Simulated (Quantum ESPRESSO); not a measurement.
# Lattice heat capacity of rocksalt MgS and NaI against T/θ from LDA phonons

MgS joins doubly charged ions of similar mass, whereas NaI joins singly charged ions, one of them more than five times as heavy as the other. Both crystallise in the rocksalt structure, so they show how far one Debye temperature can absorb differences in bonding and mass. The question matters wherever heat storage or thermal transport in an ionic solid, such as a scintillator crystal, is estimated from a single tabulated θ. The quantity calculated is the harmonic lattice heat capacity at constant volume, per mole of atoms, from LDA phonons. It is measured against the classical limit of 24.94 J/(mol K) and against the Debye function, with θ fixed by the second moment of each crystal's phonon spectrum.

## Calculations

Known crystals without imaginary modes on mesh or path. The structures stem from measured cells of the Crystallography Open Database, directly or through a relaxation at another level; cell and atoms were relaxed at zero pressure at each row's own level, inside the symmetry of the start, with no thermal or zero-point expansion. Program: Quantum ESPRESSO 7.5, plane waves, LDA, PseudoDojo norm-conserving potentials, scalar-relativistic without spin-orbit coupling, no spin polarisation. Wave-function cutoff 1252 to 1578 eV (chosen for the hardest element of each cell); on the k meshes (Γ-centred) the least product of divisions and cell-vector length runs from 26 to 36 Å, relaxations included. Residual pressures at rest stay under 0.01 GPa. Occupations: fixed. Harmonic modes at natural masses come from linear response (density functional perturbation theory), with the acoustic sum rule imposed. The sums run over phonons interpolated from the q mesh of each crystal (span 9 Å or more), at the static cell. The rows are a selection of points from finer curves.

Notes on method and selection:

- The second moment fixes the approach to the classical limit: C ≈ 3R(1 − θ²/(20T²)). At low T the lowest branches decide.
- Harmonic lattice part alone: no electronic or expansion terms. The 50 K rows are the least sure on these meshes.
- Spin-orbit coupling is left out; it matters most with heavy elements (here I).
- Runs that did not converge, have known faults or may not be shown are not listed, and runs on Ansatz's PAW sets soft_1 and soft_2 are kept to separate tables.

Columns:

- T over θ: temperature over the second-moment Debye temperature of the crystal.
- Debye temperature (K): Debye temperature from the second moment of the phonon density of states, (ħ/k)·√(5⟨ω²⟩/3).
- mass ratio: heaviest over lightest atomic mass.
- heat capacity (J/(mol K)): harmonic lattice heat capacity at constant volume per mole of atoms (classical limit 24.94).
- entropy (J/(mol K)): harmonic vibrational entropy per mole of atoms.

## The series

| member | crystal | T over θ | temperature (K) | Debye temperature (K) | mass ratio | heat capacity (J/(mol K)) | entropy (J/(mol K)) |
| --- | --- | --- | --- | --- | --- | --- | --- |
| 50 K | MgS (rocksalt) | 0.112 | 50 | 446 | 1.32 | ? | ? |
| 100 K | MgS (rocksalt) | 0.224 | 100 | 446 | 1.32 | ? | ? |
| 150 K | MgS (rocksalt) | 0.336 | 150 | 446 | 1.32 | 16.80 | 11.11 |
| 200 K | MgS (rocksalt) | 0.448 | 200 | 446 | 1.32 | 19.77 | 16.39 |
| 300 K | MgS (rocksalt) | 0.672 | 300 | 446 | 1.32 | 22.41 | 25.00 |
| 500 K | MgS (rocksalt) | 1.120 | 500 | 446 | 1.32 | 23.98 | 36.91 |
| 800 K | MgS (rocksalt) | 1.792 | 800 | 446 | 1.32 | 24.56 | 48.34 |
| 50 K | NaI (rocksalt) | 0.251 | 50 | 199 | 5.52 | 13.98 | 9.83 |
| 100 K | NaI (rocksalt) | 0.502 | 100 | 199 | 5.52 | 20.82 | 22.10 |
| 150 K | NaI (rocksalt) | 0.754 | 150 | 199 | 5.52 | 22.93 | 31.02 |
| 200 K | NaI (rocksalt) | 1.005 | 200 | 199 | 5.52 | 23.77 | 37.74 |
| 300 K | NaI (rocksalt) | 1.507 | 300 | 199 | 5.52 | 24.41 | 47.52 |
| 500 K | NaI (rocksalt) | 2.512 | 500 | 199 | 5.52 | 24.75 | 60.09 |
| 800 K | NaI (rocksalt) | 4.019 | 800 | 199 | 5.52 | 24.87 | 71.76 |

Cells marked ? are withheld until the estimate has been made.

## Reading the trend

At equal temperature the two crystals differ widely: at 150 K NaI lies 22.93 − 16.80 = 6.13 J/(mol K) above MgS. Most of this is a matter of scale, since the Debye temperatures stand in the ratio 446 / 199 = 2.24. The lighter atoms, Mg and Na, have nearly the same mass, so the heavy iodine explains only part of that ratio. The larger part comes from stiffer forces between doubly charged ions at shorter distance.

Against T/θ the heat capacities nearly merge once T/θ exceeds about one half. The reason is the expansion C ≈ 3R(1 − θ²/(20T²)), whose first correction contains only the second moment. For NaI at T/θ = 1.005 it gives 24.94 × (1 − 1/(20 × 1.005²)) = 23.71, against 23.77 J/(mol K) in the table.

On cooling, the shape of the spectrum begins to count. The full Debye function, with x = θ/T, is C = 3R[4D(x) − 3x/(eˣ − 1)], where D(x) = (3/x³)∫₀ˣ t³/(eᵗ − 1) dt. For MgS at 150 K it lies only about 0.16 J/(mol K) below the phonon result. For NaI at 50 K it is about 1.4 too low. The sign fits the masses: light sodium raises the mean square frequency and hence θ, while heavy iodine keeps many acoustic modes low, and these are excited first. With two crystals that also differ in bonding, the mass ratio remains a likely cause and not an isolated one.

Entropy keeps a memory of these soft modes even at high temperature, because it follows the mean logarithm of the frequencies. Carrying NaI from T/θ = 1.507 to 1.792 with a heat capacity of about 24.5 gives 47.52 + 24.5 × ln(1.792 / 1.507) = 51.8 J/(mol K), whereas MgS has 48.34 there. A single θ therefore fails for the entropy over a wider range than for the heat capacity.

## Predicting the missing value

Plain estimates from the members shown:

- 50 K (MgS (rocksalt)), from its own NaI (rocksalt) value plus the mean shift MgS (rocksalt) − NaI (rocksalt) over the other 5 members (−2.64, standard deviation 2.2): 13.98 − 2.64 = 11.34 J/(mol K)
- 100 K (MgS (rocksalt)), from its own NaI (rocksalt) value plus the mean shift MgS (rocksalt) − NaI (rocksalt) over the other 5 members (−2.64, standard deviation 2.2): 20.82 − 2.64 = 18.18 J/(mol K)

The constant shift of −2.64 J/(mol K) is unsuitable, because the gap between the crystals grows from 24.87 − 24.56 = 0.31 at 800 K to 6.13 at 150 K. A better route uses the entropy of MgS at 150 K, which is the integral of C/T from zero to that temperature and so contains both withheld points.

The Debye entropy is S = 3R[(4/3)D(x) − ln(1 − e⁻ˣ)]. With θ = 446 K it falls about 0.26 short of the tabulated 11.11 at 150 K; lowering θ by about 7 K, to 446 − 7 = 439 K, restores agreement. With this θ the Debye heat capacity is about 0.45 of the classical limit at 100 K, or 11.2 J/(mol K), and about 0.11 of it at 50 K, or 2.7 J/(mol K).

Tried on NaI, the entropy at 100 K lowers θ by about 32 K and gives a heat capacity at 50 K about 1.1 J/(mol K), or 8 %, above the tabulated 13.98. The same relative miss would be 0.2 for MgS at 50 K; it is widened to 0.3 because the phonon mesh is least certain there. At 100 K, NaI's 8 % would overstate the error, since the entropy changes θ by under 2 % in MgS but by 16 % in NaI. The error is instead set by the whole effect of that change: with the unchanged θ = 446 K the Debye function gives about 0.24 less at 100 K, rounded up to 0.3.

**Committed estimate, 50 K (MgS (rocksalt)): heat capacity = 2.7 ± 0.3 J/(mol K).**  
**Committed estimate, 100 K (MgS (rocksalt)): heat capacity = 11.2 ± 0.3 J/(mol K).**

## How the estimate fared

| member | crystal | T over θ | temperature (K) | Debye temperature (K) | mass ratio | heat capacity (J/(mol K)) | entropy (J/(mol K)) |
| --- | --- | --- | --- | --- | --- | --- | --- |
| 50 K | MgS (rocksalt) | 0.112 | 50 | 446 | 1.32 | 2.77 | 0.83 |
| 100 K | MgS (rocksalt) | 0.224 | 100 | 446 | 1.32 | 11.24 | 5.39 |

| member | estimate | heat capacity (J/(mol K)) | computed | estimate − computed | miss in error bars |
| --- | --- | --- | --- | --- | --- |
| 50 K (MgS (rocksalt)) | committed | 2.70 | 2.77 | −0.07 | 0.2 |
| 50 K (MgS (rocksalt)) | shift from NaI (rocksalt) | 11.34 | 2.77 | +8.57 |  |
| 100 K (MgS (rocksalt)) | committed | 11.20 | 11.24 | −0.04 | 0.1 |
| 100 K (MgS (rocksalt)) | shift from NaI (rocksalt) | 18.18 | 11.24 | +6.94 |  |

Both estimates fall well inside their error bars, 0.07 and 0.04 J/(mol K) below the computed 2.77 and 11.24. The constant shift from NaI misses by 8.57 and 6.94, because it ignores how quickly the heat capacity of the stiffer crystal freezes out.

Fixing θ by the entropy at 150 K held for MgS. With the second-moment value of 446 K the Debye function falls about 0.18 J/(mol K) short at 50 K and 0.33 short at 100 K, so the lower θ removed more than half of the miss at both temperatures. The same route had overshot NaI at 50 K by about 1.1 J/(mol K), so its success here reflects the nearly Debye-like spectrum of MgS. The error bars, at several times the actual misses, were too cautious.

## Outliers

NaI at 50 K stands farthest from the common curve. Its 13.98 J/(mol K) exceeds the Debye value for θ = 199 K by about 1.4, or 11 %. MgS at 100 K, at a similar T/θ, exceeds its own Debye value by only about 0.33, or 3 %.

The likeliest reason is the low-lying acoustic modes of NaI, in which mainly the heavy iodine moves, while sodium keeps the second moment high. The entropy at 800 K supports a difference in the whole spectrum: NaI lies 3.8 J/(mol K) above the Debye entropy for its θ, MgS only 0.3. An error of the phonon mesh confined to the lowest modes would hardly produce so large an excess at high temperature. Weak restoring forces for shear may add to the effect of mass, and two crystals do not suffice to apportion it.

MgS at 50 K lies about 0.18 J/(mol K) above its Debye value. That is 7 % of a small number, in a row where the mesh is least certain.

## Conclusions and limits

For these two crystals, the Debye function with the second-moment θ reproduces the heat capacity to about 0.2 J/(mol K) from T/θ ≈ 0.45 upwards. Near T/θ = 0.25 the curves of the two crystals lie about 1 J/(mol K) apart. For another rocksalt crystal, an entropy at moderate temperature can improve θ, but an error remains at low temperature: up to a few per cent in MgS and 8 % in NaI, which two crystals cannot turn into a general bound.

In practical units, with rough molar masses of 56 and 150 g/mol, the values at 300 K become 2 × 22.41 / 56 = 0.80 J/(g K) for MgS and 2 × 24.41 / 150 = 0.33 J/(g K) for NaI.

Measurements are usually made at constant pressure. Thermal expansion then adds a positive term that grows with temperature, so a measured heat capacity can exceed the classical limit that bounds the harmonic values here.
